# The KKR–Ziman plane-wave secular equation and its relation to APW

## Conventions and premises

Rydberg atomic units are used ($\hbar=2m=1$, lengths in bohr, energies in Ry), with $E=\kappa^2$ counted from the muffin-tin zero.

1. The crystal has one atom per primitive cell of volume $\Omega$ and nearest-neighbour distance $d$.
2. The one-electron potential $V$ vanishes outside non-overlapping spheres of radius $S\le d/2$. Inside a sphere it is spherically symmetric and may depend on $l$.
3. $R_l(r;E)$ is the regular radial solution and $L_l(E)=R_l'(S)/R_l(S)$. The phase shift is defined by matching $R_l$ in value and slope at $r=S$ to $j_l(\kappa r)\cos\delta_l-n_l(\kappa r)\sin\delta_l$.
4. $n_0(x)=-\cos x/x$, so the Wronskian is $j_ln_l'-j_l'n_l=1/x^2$. A prime on a Bessel function means the derivative with respect to its argument, and $j_l$, $n_l$ without argument are taken at $\kappa S$.
5. $\mathbf q=\mathbf k+\mathbf K$ and $\mathbf q'=\mathbf k+\mathbf K'$, with $\mathbf K,\mathbf K'$ reciprocal-lattice vectors, $\theta$ the angle between $\mathbf q$ and $\mathbf q'$, and $G=|\mathbf K-\mathbf K'|$. $Y_{lm}$ are orthonormal spherical harmonics.

## Statement

**(A) Plane-wave form.** The band energies, which solve the Korringa–Kohn–Rostoker (KKR) condition $\det[A_{lm,l'm'}+\kappa\cot\delta_l\,\delta_{ll'}\delta_{mm'}]=0$, are the roots of

$$\det\big[(q^2-E)\,\delta_{\mathbf{KK'}}+\Gamma^{Z}_{\mathbf{KK'}}(E)\big]=0,\tag{1}$$

$$\Gamma^{Z}_{\mathbf{KK'}}=\frac{4\pi S^2}{\Omega}\sum_l(2l+1)\,\gamma_l\,j_l(qS)\,j_l(q'S)\,P_l(\cos\theta),\tag{2}$$

$$\gamma_l=L_l-\kappa\frac{j_l'}{j_l}=-\frac{\tan\eta_l}{\kappa S^2j_l^2},\qquad\cot\eta_l=\cot\delta_l-\frac{n_l}{j_l},\tag{3}$$

provided $j_l(\kappa S)\ne0$ and $R_l(S)\neq0$. This is Ziman's form (1965).

**(B) Pseudopotential.** $\Gamma^Z$ is the plane-wave matrix of a shell potential $\gamma_l(E)\,\delta(r-S)$ acting in channel $l$, which has the phase shifts $\delta_l$ modulo $\pi$ at energy $E$. For the empty lattice every $\gamma_l$ is zero.

**(C) Relation to APW.** Slater's augmented-plane-wave matrix (1937) has the form (1) with

$$\Gamma^{APW}_{\mathbf{KK'}}=\frac{4\pi S^2}{\Omega}\Big[-(\mathbf q\cdot\mathbf q'-E)\frac{j_1(GS)}{G}+\sum_l(2l+1)L_l\,j_l(qS)j_l(q'S)P_l(\cos\theta)\Big],\tag{4}$$

where $j_1(GS)/G\to S/3$ for $G=0$. The difference $\Delta=\Gamma^{APW}-\Gamma^Z$ does not depend on the potential. It is the APW matrix of the empty lattice, it is not zero in general, and it is negative semidefinite for $\kappa S<\pi$.

## Proof of (A)

**Step 1. The Bloch Green's function.** Let

$$\mathcal G(\mathbf r,\mathbf r')=-\frac1\Omega\sum_{\mathbf K}\frac{e^{i\mathbf q\cdot(\mathbf r-\mathbf r')}}{q^2-E},\tag{5}$$

with $E$ different from every $q^2$. Acting with $\nabla^2+E$ on either argument multiplies each term by $E-q^2$ and leaves $\Omega^{-1}\sum_{\mathbf K}e^{i\mathbf q\cdot(\mathbf r-\mathbf r')}=\sum_{\mathbf R}e^{i\mathbf k\cdot\mathbf R}\delta(\mathbf r-\mathbf r'-\mathbf R)$. The free standing-wave function has the same source at $\mathbf R=0$, and its partial-wave expansion is

$$-\frac{\cos\kappa|\mathbf r-\mathbf r'|}{4\pi|\mathbf r-\mathbf r'|}=\kappa\sum_{lm}j_l(\kappa r_<)\,n_l(\kappa r_>)\,Y_{lm}(\hat{\mathbf r})Y^*_{lm}(\hat{\mathbf r}').$$

For $r+r'<d$ no other source is reached, so the difference of the two functions is a regular solution of the Helmholtz equation in both arguments. It can contain only $j_l$:

$$\mathcal G=\sum_{lm,l'm'}\big[A_{lm,l'm'}\,j_l(\kappa r)j_{l'}(\kappa r')+\kappa\,\delta_{ll'}\delta_{mm'}\,j_l(\kappa r_<)n_l(\kappa r_>)\big]Y_{lm}(\hat{\mathbf r})Y^*_{l'm'}(\hat{\mathbf r}').\tag{6}$$

This defines the structure constants $A(\mathbf k,E)$, which depend on the lattice and not on $V$.

**Step 2. The KKR condition.** A Bloch state obeys $(\nabla^2+E)\psi=V\psi$. Apply Green's theorem in $\mathbf r'$ to $\mathcal G$ and $\psi$ over the cell. The boundary terms cancel between opposite faces, because $\mathcal G$ carries wave vector $-\mathbf k$ in $\mathbf r'$ and $\psi$ carries $+\mathbf k$. This gives $\psi(\mathbf r)=\int\mathcal G V\psi\,d^3r'$, and the integral extends over the sphere only. The same theorem over the sphere, with $r<S$, gives $\int\mathcal GV\psi\,d^3r'-\psi(\mathbf r)$ equal to the surface term. Hence

$$\oint_{r'=S}\big[\mathcal G\,\partial_{r'}\psi-\psi\,\partial_{r'}\mathcal G\big]dS'=0\qquad(r<S).\tag{7}$$

Conversely, let $\phi$ solve the Schrödinger equation in the sphere and satisfy (7). Then $\Psi=\int\mathcal GV\phi\,d^3r'$ has the Bloch property, equals $\phi$ in the sphere, and solves the crystal equation everywhere. So (7) is necessary and sufficient.

Insert $\psi=\sum c_{lm}R_lY_{lm}$ and (6), with $r'=S$ the larger radius. The Wronskian gives

$$j_lR_l'-\kappa j_l'R_l=-\frac{\sin\delta_l}{\kappa S^2},\qquad n_lR_l'-\kappa n_l'R_l=-\frac{\cos\delta_l}{\kappa S^2}.$$

The coefficient of $j_l(\kappa r)Y_{lm}(\hat{\mathbf r})$ in (7) must vanish, so

$$\sum_{l'm'}A_{lm,l'm'}\sin\delta_{l'}\,c_{l'm'}+\kappa\cos\delta_l\,c_{lm}=0.$$

In the unknowns $\sin\delta_l\,c_{lm}$ the matrix is $M=A+\kappa\cot\delta$, and the condition is $\det M=0$. If $\sin\delta_l=0$ for $l>l_{\max}$, the equations with $l\le l_{\max}$ close among themselves and the others merely fix the remaining $c_{lm}$. The truncated determinant is then exact.

**Step 3. Structure constants as a reciprocal-lattice sum.** Expand both exponentials in (5) with $e^{i\mathbf q\cdot\mathbf r}=4\pi\sum i^lj_l(qr)Y_{lm}(\hat{\mathbf r})Y^*_{lm}(\hat{\mathbf q})$ and equate the coefficients of $Y_{lm}Y^*_{l'm'}$ in (5) and (6) at $r=r'=S$:

$$A_{lm,l'm'}\,j_lj_{l'}+\kappa\,\delta_{ll'}\delta_{mm'}j_ln_l=-\frac{16\pi^2}{\Omega}\sum_{\mathbf K}i^{\,l-l'}\frac{j_l(qS)j_{l'}(qS)\,Y^*_{lm}(\hat{\mathbf q})Y_{l'm'}(\hat{\mathbf q})}{q^2-E}.\tag{8}$$

The terms fall as $q^{-4}$ uniformly for radii near $S$, and the number of terms grows as $q^2dq$. The sum therefore converges absolutely and is continuous in $r,r'$, so (8) holds for touching spheres as well. Define

$$B_{\mathbf K,lm}=\frac{4\pi}{\sqrt\Omega}\,i^{-l}\,\frac{j_l(qS)}{j_l(\kappa S)}\,Y_{lm}(\hat{\mathbf q}),\qquad D=\mathrm{diag}(q^2-E),\qquad T=\mathrm{diag}(\tan\eta_l/\kappa).$$

Dividing (8) by $j_lj_{l'}$ and adding $\kappa\cot\delta_l$ on the diagonal gives

$$M=\kappa\Big(\cot\delta-\frac nj\Big)-B^\dagger D^{-1}B=T^{-1}-B^\dagger D^{-1}B.\tag{9}$$

The term $n_l/j_l$ in (3) is thus the singular on-site part of the Green's function, which the plane-wave sum contains and the structure constants exclude.

**Step 4. Exchange of index spaces.** For rectangular $X,Y$ with both products defined, $\det(1-XY)=\det(1-YX)$, since both equal the determinant of the block matrix with unit diagonal blocks and off-diagonal blocks $X$, $Y$. Taking $X=TB^\dagger$ and $Y=D^{-1}B$,

$$\det T\,\det M=\det(1-TB^\dagger D^{-1}B)=\det(1-D^{-1}BTB^\dagger),$$

$$\det(D+\Gamma^Z)=\det D\;\det M\;\prod_{l\le l_{\max}}\Big(\frac{\tan\eta_l}{\kappa}\Big)^{2l+1},\qquad\Gamma^Z=-BTB^\dagger.\tag{10}$$

This is an algebraic identity for any finite set of $\mathbf K$, with $M$ formed from the same set. By Step 3 the ratio $\det(D+\Gamma^Z)/\det D$ converges as the set is completed.

**Step 5. Sum over $m$.** The phases $i^{-l}i^{\,l}$ cancel, and $\sum_mY_{lm}(\hat{\mathbf q})Y^*_{lm}(\hat{\mathbf q}')=(2l+1)P_l(\cos\theta)/4\pi$. Therefore

$$\Gamma^Z_{\mathbf{KK'}}=-\frac{4\pi}{\kappa\Omega}\sum_l(2l+1)\tan\eta_l\,\frac{j_l(qS)j_l(q'S)}{j_l(\kappa S)^2}P_l(\cos\theta).\tag{11}$$

**Step 6. Logarithmic derivatives.** From the matching condition, $L_l=\kappa(j_l'-\tan\delta_l\,n_l')/(j_l-\tan\delta_l\,n_l)$. Over a common denominator,

$$L_l-\kappa\frac{j_l'}{j_l}=-\frac{\kappa\tan\delta_l\,(j_ln_l'-j_l'n_l)}{j_l(j_l-\tan\delta_l\,n_l)}=-\frac{1}{\kappa S^2j_l^2\,(\cot\delta_l-n_l/j_l)}.$$

This is (3), and it turns (11) into (2).

**Step 7. The extra factors in (10).** Four cases arise.

- At $\sin\delta_l=0$ the zero of $\tan\eta_l$ cancels the pole of $\cot\delta_l$ in $M$, and channel $l$ drops out.
- At $E=q^2$ the zero of $\det D$ cancels the pole of $A$. A root survives if a combination of degenerate waves has no component with $l\le l_{\max}$ on the sphere. Such a wave is not scattered and is a true eigenstate.
- At $R_l(S)=0$, $\cot\eta_l=0$ and $\Gamma^Z$ has a pole.
- At $j_l(\kappa S)=0$, $\tan\eta_l\approx-j_l/n_l\to0$ while the exact $M$ stays finite, so the complete determinant has a spurious zero. In a finite basis $\Gamma^Z$ has a pole there, and spurious roots can lie close to it.

Away from the last two cases the roots of (1) are the band energies, which proves (A).

## Proof of (B)

Take the operator with kernel

$$W(\mathbf r,\mathbf r')=\sum_{lm}\gamma_l\,\frac{\delta(r-S)\,\delta(r'-S)}{S^2}\,Y_{lm}(\hat{\mathbf r})Y^*_{lm}(\hat{\mathbf r}')$$

in every cell. Between plane waves $\Omega^{-1/2}e^{i\mathbf q\cdot\mathbf r}$ each radial integral $\int r^2dr\,\delta(r-S)$ gives $S^2$, so the matrix element is $(16\pi^2S^2/\Omega)\sum_l\gamma_l\,j_l(qS)j_l(q'S)\sum_mY_{lm}(\hat{\mathbf q})Y^*_{lm}(\hat{\mathbf q}')$, which is (2). In channel $l$ the radial equation for $u=rR$ is $-u''+l(l+1)u/r^2+\gamma_l\delta(r-S)u=Eu$. Integration across $S$ shows that $R'/R$ jumps by $\gamma_l$. Inside, the solution is $j_l(\kappa r)$, so just outside $R'/R=\kappa j_l'/j_l+\gamma_l=L_l$. The shell returns $L_l$, and with it $\tan\delta_l$, at the energy for which it was built. The core nodes of $R_l$ change $\delta_l$ by multiples of $\pi$ and do not enter, which makes $W$ a pseudopotential. For $V=0$, $R_l=j_l(\kappa r)$ and each $\gamma_l$ vanishes. The spurious zero of Step 7 is the free state trapped inside a shell that has become impenetrable.

Equation (8) holds at any radius $s\le d/2$. The shell may therefore be moved to $s$, with $\eta_l$ formed from $n_l(\kappa s)/j_l(\kappa s)$. The converged roots are unchanged, while the poles and the roots in a finite basis move.

**Convergence in plane waves.** The pseudo wave function has a kink at $S$. For a cutoff $Q$ with $QS\gg l$ and $Q^2\gg E$, replace the omitted part of the sum in (8) by $\Omega(2\pi)^{-3}\int d^3q$. The angular integral gives $\delta_{ll'}\delta_{mm'}$, and $j_l(qS)^2$ averages to $1/(2q^2S^2)$. The omitted part is $(2/\pi)\int_Q^\infty dq/(2q^2S^2)=1/(\pi S^2Q)$. Since $S^2j_l^2\,\kappa\cot\eta_l=-1/\gamma_l$, restoring it amounts to

$$\frac1{\gamma_l}\to\frac1{\gamma_l}+\frac1{\pi Q}.\tag{12}$$

The relative truncation error of a level shift is thus of order $\gamma_l/\pi Q$. It falls only as $1/Q$ and is small when the scattering is weak.

## Proof of (C)

**Step 1. The APW matrix.** An APW $\Phi_{\mathbf K}$ equals $\Omega^{-1/2}e^{i\mathbf q\cdot\mathbf r}$ outside the sphere. Inside, each $j_l(qr)$ of its expansion is replaced by $j_l(qS)R_l(r)/R_l(S)$, so it is continuous with a kink. For continuous Bloch functions define $a(f,g)=\int(\nabla f^*\!\cdot\!\nabla g+f^*Vg-Ef^*g)\,d^3r$ over the cell. The eigenstates are the $\psi$ with $a(f,\psi)=0$ for all $f$. Any $f$ is a sum of APWs plus a function that vanishes on and outside the sphere. For the latter $a(f,\psi)=0$ whenever $\psi$ is a sum of APWs, by partial integration, because $\psi$ solves the equation inside. Hence $\det a(\Phi_{\mathbf K},\Phi_{\mathbf K'})=0$ gives the bands in a complete basis.

The interstitial part is the cell integral minus the sphere integral, and $\int_{r<S}e^{i\mathbf G\cdot\mathbf r}d^3r=4\pi S^2j_1(GS)/G$. It equals $(\mathbf q\cdot\mathbf q'-E)[\delta_{\mathbf{KK'}}-(4\pi S^2/\Omega)j_1(GS)/G]$. The sphere part reduces by partial integration to $\oint\Phi_{\mathbf K}^*\partial_r\Phi_{\mathbf K'}dS$ on the inner side, which is the $L_l$ sum in (4). This proves (4).

**Step 2. The difference.** Subtracting (2) from (4) removes $L_l$:

$$\Delta_{\mathbf{KK'}}=\frac{4\pi S^2}{\Omega}\Big[-(\mathbf q\cdot\mathbf q'-E)\frac{j_1(GS)}{G}+\sum_l(2l+1)\,\kappa\frac{j_l'}{j_l}\,j_l(qS)j_l(q'S)P_l(\cos\theta)\Big].\tag{13}$$

This is (4) for $V=0$. Let $a_0$ be the form $a$ with $V=0$, integrated over the sphere only. Let $\varphi_{\mathbf K}$ be the plane wave, $\chi_{\mathbf K}$ its empty-lattice augmentation built from $j_l(\kappa r)$, and $w_{\mathbf K}=\varphi_{\mathbf K}-\chi_{\mathbf K}$, which vanishes on the sphere. The two terms of (13) are $-a_0(\varphi,\varphi')$ and $a_0(\chi,\chi')$. The cross terms $a_0(\chi,w')$ and $a_0(w,\chi')$ vanish by partial integration, because $\chi$ solves the Helmholtz equation and $w$ is zero on the boundary. So $a_0(\varphi,\varphi')=a_0(\chi,\chi')+a_0(w,w')$ and

$$\Delta_{\mathbf{KK'}}=-a_0(w_{\mathbf K},w_{\mathbf K'}).\tag{14}$$

The lowest eigenvalue of $-\nabla^2$ in a sphere with zero boundary value is $\pi^2/S^2$. Thus $a_0(w,w)\ge(\pi^2/S^2-E)\|w\|^2$ for any combination $w$ of the $w_{\mathbf K}$, and $\Delta\le0$ for $\kappa S<\pi$.

**Step 3. Consequences.**

- *Empty lattice.* $w_{\mathbf K'}$ solves $(-\nabla^2-E)w_{\mathbf K'}=(q'^2-E)\varphi_{\mathbf K'}$ with zero boundary value, so it vanishes only when $q'^2=E$. Then column $\mathbf K'$ of $D+\Delta$ vanishes and APW has the root $E=q'^2$. APW reproduces the free bands through this cancellation at the root, while the other elements of $\Delta$ stay finite. In general $\Delta_{\mathbf{KK'}}$ carries the factor $(q^2-E)(q'^2-E)$.
- *Meaning.* APW depends on $V$ only through $L_l$, so (4) is also the APW matrix of the shell crystal. KKR-Z keeps the bare plane wave inside the shell, and APW relaxes it to the solution at energy $E$.
- *Order of the roots.* For the same plane waves and $\kappa S<\pi$, each ordered eigenvalue of $D+\Gamma^{APW}$ lies at or below that of $D+\Gamma^Z$ at the same $E$. For an energy-independent $V$ the radial equation gives $dL_l/dE=-\int_0^SR_l^2r^2dr/[S^2R_l(S)^2]$, so the energy derivative of the APW matrix is minus the overlap matrix of the APWs. Its eigenvalues fall with $E$ between poles of $L_l$ and fall when waves are added. If no pole intervenes, a root obeys $E_{\rm complete}\le E_{APW}\le E_{Z}$.
- *Partial waves.* In (4) $L_l\approx l/S$ for large $l$, and the sum ends only through the decay of $j_l(qS)$ for $l>qS$. In (2) it ends where the phase shifts vanish.

## Range of validity

The result is exact for a muffin-tin potential with non-overlapping spheres in a non-relativistic one-electron description. An interstitial or non-spherical potential lies outside it. For $E<0$ the formulas continue to imaginary $\kappa$ with real $\gamma_l$. The matrix depends on $E$, so (1) is a root search and not a linear eigenproblem. Energies near zeros of $j_l(\kappa S)$, the first at $\kappa S=\pi$, must be avoided, or the shell radius reduced. A small basis suffices when $|\gamma_l|\ll\pi Q$, as in nearly-free-electron metals. Above a $d$ resonance, as in copper, $R_2(S)$ passes through zero and $\gamma_2$ has a pole, so this condition fails nearby.

## Illustration: the gap at N in a model of sodium

Sodium is bcc with $a\approx8.0$ bohr (4.23 Å, a typical value). With touching spheres $S=\sqrt3a/4=3.464$ bohr, $\Omega=a^3/2=256$ bohr$^3$ and $p\equiv4\pi S^2/\Omega=0.5890$ bohr$^{-1}$. The bound $\kappa S<\pi$ means $E<0.822$ Ry.

The atom is modelled by nodeless square wells filling the sphere, of depth $A_0=0.05$ Ry for $l=0$ and $A_1=0.10$ Ry for $l=1$, with no scattering for $l\ge2$. The depths are illustrative. They were chosen so that the gap has the size and order typical of band calculations for sodium, a few tenths of an eV with the $p$-like level lower. With $k_l^2=E+A_l$, $L_l=k_lj_l'(k_lS)/j_l(k_lS)$ and

$$\gamma_0=k_0\cot k_0S-\kappa\cot\kappa S,\qquad\gamma_1=\frac{g(k_1S)-g(\kappa S)}{S},\qquad g(x)=\frac{x^2}{1-x\cot x}.$$

**Two waves.** At $\mathbf k=(2\pi/a)(\tfrac12,\tfrac12,0)$ the lowest waves are $\pm\mathbf q_0$, with $q_0^2=2\pi^2/a^2=0.3084$ Ry and $q_0S=1.924$, where $j_0=0.4877$ and $j_1=0.4332$. Since $P_l(-1)=(-1)^l$, the even combination ($N_1$) feels only even $l$ and the odd one ($N_{1'}$) only odd $l$:

$$E=q_0^2+c_l\gamma_l(E),\qquad c_0=2pj_0(q_0S)^2=0.2803,\qquad c_1=6pj_1(q_0S)^2=0.6634\ \ (\text{bohr}^{-1}).$$

The roots are 0.2768 Ry for $N_1$ and 0.2500 Ry for $N_{1'}$. At them $\gamma_0=-0.1128$ and $\gamma_1=-0.0880$ bohr$^{-1}$. In radians $\delta_0=0.189$, $\eta_0=0.198$, $\delta_1=0.106$ and $\eta_1=0.094$.

For APW in the same two waves, $\Delta_{11}\pm\Delta_{12}$ from (13) is added on the right. At the APW roots it is $-0.0010$ Ry for $N_1$ and $-0.0009$ Ry for $N_{1'}$, negative as (14) requires.

**All waves.** The set of $\mathbf q$ at N is symmetric under inversion and under the mirrors normal to $[110]$, $[1\bar10]$ and $[001]$. With $s$ and with $p$ functions along these axes $M$ is diagonal, and each level solves a scalar equation. Multiplying (9) by $-S^2j_l^2$ and separating the two lowest waves,

$$E=q_0^2+\frac{c_l\gamma_l}{1+\gamma_l\sigma_l},\qquad\sigma_l=p\,(2l+1)\sum_{\mathbf q\ne\pm\mathbf q_0}\frac{j_l(qS)^2\cos^{2l}\vartheta}{q^2-E},$$

with $\vartheta$ the angle between $\mathbf q$ and $[110]$. Write $\mathbf q=(\pi/a)(m_1,m_2,m_3)$ with $m_1,m_2$ odd, $m_3$ even and $m_1+m_2+m_3\equiv2\pmod4$. The further shells are:

| $m_1^2+m_2^2+m_3^2$ | 6 | 10 | 14 | 18 | 22 | 26 | 30 |
|---|---|---|---|---|---|---|---|
| waves | 4 | 4 | 8 | 6 | 4 | 12 | 8 |
| $\sum\cos^2\vartheta$ | 0 | 4/5 | 32/7 | 22/9 | 0 | 44/13 | 32/15 |

They contribute 0.221 bohr to $\sigma_0$ and 0.116 bohr to $\sigma_1$. With the first two there are 48 waves, which fill a sphere of radius $Q=(6\pi^2\cdot48/\Omega)^{1/3}=2.23$ bohr$^{-1}$. The remainder (12) is $1/\pi Q=0.143$ bohr, as large as the explicit sums. Thus $\sigma_0=0.364$, $\sigma_1=0.259$ bohr, $\gamma_0\sigma_0=-0.041$ and $\gamma_1\sigma_1=-0.023$.

| basis | $E(N_1)$ / Ry | $E(N_{1'})$ / Ry | gap / eV |
|---|---|---|---|
| KKR-Z, 2 waves | 0.2768 | 0.2500 | 0.364 |
| APW, 2 waves | 0.2759 | 0.2491 | 0.364 |
| KKR-Z, 48 waves and remainder | 0.2756 | 0.2487 | 0.365 |

The gaps are formed from unrounded roots. Stopping at 24 waves with the corresponding remainder gives $\sigma_0=0.370$ and $\sigma_1=0.278$ bohr and lowers $N_{1'}$ by 0.1 mRy, so the last digit in the third row is uncertain by about one unit. Both levels follow the order $E_{\rm complete}\le E_{APW}\le E_Z$. Two-wave KKR-Z lies 1.2 mRy ($N_1$) and 1.3 mRy ($N_{1'}$) above the third row, and two-wave APW recovers 0.9 mRy of this in each level. These shifts nearly cancel in the gap. The model's gap is $E(N_1)-E(N_{1'})=0.027$ Ry, with the $p$-like level below. Its size and sign follow from the chosen well depths and are no prediction for sodium.